**Seminar: what moves the Wilson ratio of Ce in CeSn$_3$?**

I treat Ce 4f$^1$, $j=5/2$, as an SU($N=6$) Anderson impurity: levels $\epsilon_m$, width $\Delta$, wide flat band, $T=0$. Let $\rho$ be the f spectral density per channel at the Fermi level and $\tilde\chi_{mm'}=\delta_{mm'}+\partial\Sigma_m(0)/\partial\epsilon_{m'}$. The Friedel sum rule gives $\delta n_m=-\rho\sum_{m'}\tilde\chi_{mm'}\delta\epsilon_{m'}$.

Each channel conserves its charge, so shifting $\epsilon_{m'}$ shifts the frequency along $m'$ lines, apart from the Fermi-level jump, which brings in the vertex $\Gamma_{mm'}(0,0;0,0)$. The Pauli principle makes $\Gamma_{mm}$ vanish, hence
$$\tilde\chi_{mm}=1-\partial_\omega\Sigma\equiv\tilde\gamma,\qquad\tilde\chi_{m\ne m'}=-\rho\Gamma .$$
Traceless and uniform shifts give $\tilde\chi_s=\tilde\gamma+\rho\Gamma$ and $\tilde\chi_c=\tilde\gamma-(N-1)\rho\Gamma$. Eliminating $\Gamma$,
$$R=\frac{\tilde\chi_s}{\tilde\gamma}=\frac{N-x}{N-1},\qquad x=\frac{\tilde\chi_c}{\tilde\gamma}.$$
For $N=2$ this is the Yamada–Yosida result $\tilde\gamma=(\tilde\chi_s+\tilde\chi_c)/2$, $R=2\tilde\chi_s/(\tilde\chi_s+\tilde\chi_c)$, running from 1 to 2. The Kondo limit $x=0$ gives $R=1.2$ for our sextet.

With $\gamma=\pi^2k_B^2/(3k_BT^*)$, $k_BT^*=1/(N\rho\tilde\gamma)$ and moments $g\mu_B m$,
$$\chi\,k_BT^*=g^2\mu_B^2R\sum_m m^2/N .$$
For $g=6/7$, $\sum m^2=35/2$ and an approximate f-part $\gamma=50$ mJ mol$^{-1}$K$^{-2}$ as input, the model's $\chi$ is $1.8\times10^{-3}$ emu/mol.

**Reasoning first.** Charge stiffness pushes $\rho\Gamma/\tilde\gamma$ towards $1/(N-1)$. Freeing the charge lowers $R$; fewer channels raise it. But $\chi/\gamma$ also carries the squared moment, which can move oppositely.

**Switch off $U$.** To first order $\Gamma=U$ and $R=1+\rho U$, so $R$ drops by 0.2.

**Raise $\epsilon_f$ at fixed $\Delta$.** Take $U=\infty$, large $N$, $A=N\Delta/\pi$, band edge $D\gg\tilde\epsilon$. The renormalised level obeys $n=A(1-n)/\tilde\epsilon$ and $\tilde\epsilon-\epsilon_f=A\ln(D/\tilde\epsilon)$. Then $N\rho\tilde\chi_c=-dn/d\epsilon_f=n^2(1-n)/A$ and $N\rho\tilde\gamma=n/\tilde\epsilon=n^2/[A(1-n)]$, so
$$x=(1-n)^2 .$$
From an assumed $n=0.9$ to 0.8, $x$ grows from 0.01 to 0.04 and $R$ slips from 1.198 to 1.192, while $\gamma$ shrinks to 0.4 of its value.

*Question: Large-$N$ mean field has $R=1$. Isn't that inconsistent?*

No. The identity is exact, and $x$ enters divided by $N-1$, so leading-order $x$ fixes $R$ to order $1/N$. The shift itself is a rough one-figure estimate, which fails once $1-n$ approaches the perturbative $\Delta/\pi|\epsilon_f|$.

**Impose a cubic crystal field $\Delta_{\rm CF}\gg k_BT^*$.** A $\Gamma_8$ ground quartet has $R=4/3$ and moments $\pm11/6,\pm1/2$, so $\sum m^2=65/9$. A $\Gamma_7$ doublet has $R=2$ and $\pm5/6$, so $\sum m^2=25/18$.

*Question: And Van Vleck?*

It matters. Each $\Gamma_7$ state couples to one $\Gamma_8$ state with $|\langle J_z\rangle|^2=20/9$. Twice this over $\Delta_{\rm CF}$, averaged over the ground multiplet, gives to leading order in $t=k_BT^*/\Delta_{\rm CF}$
$$\frac{\chi k_BT^*}{g^2\mu_B^2}=\tfrac{65}{27}+\tfrac{20}{9}t\;(\Gamma_8),\qquad\tfrac{25}{18}+\tfrac{40}{9}t\;(\Gamma_7),$$
against $7/2$ for the sextet. The Ward identities fix only the first terms.

**Replace Ce$^{3+}$ by Yb$^{3+}$**, a $j=7/2$ hole with $g=8/7$, Kondo limit. Then $R=8/7$ and $\sum m^2/N=21/4$.

The model's responses follow. The reference is the Kondo sextet, except in the first row, where it is $n=0.9$.

| Change | $R$ | Factor on $\chi/\gamma$ |
|---|---|---|
| $n=0.9\to0.8$ | 1.192 | 0.995 |
| $\Gamma_8$, $t\to0$ and $t=0.1$ | 1.33 | 0.69 and 0.75 |
| $\Gamma_7$, $t\to0$ and $t=0.1$ | 2 | 0.40 and 0.52 |
| Yb$^{3+}$ | 1.14 | 3.0 |

Whenever $N$ changes here, $R$ and $\chi/\gamma$ move in opposite directions. A falling $\chi/\gamma$ under a crystal field therefore signals a quenched moment, not weaker correlation.

*Question: CeSn$_3$ is a lattice. What survives?*

Not the identity for bulk $\chi$ as it stands. Shifting $\epsilon_f$ or applying a field on every site also changes the bath, so uniform susceptibilities differ from impurity ones. These numbers are the single-site model's, and they apply directly to dilute Ce, as on the La site of LaSn$_3$.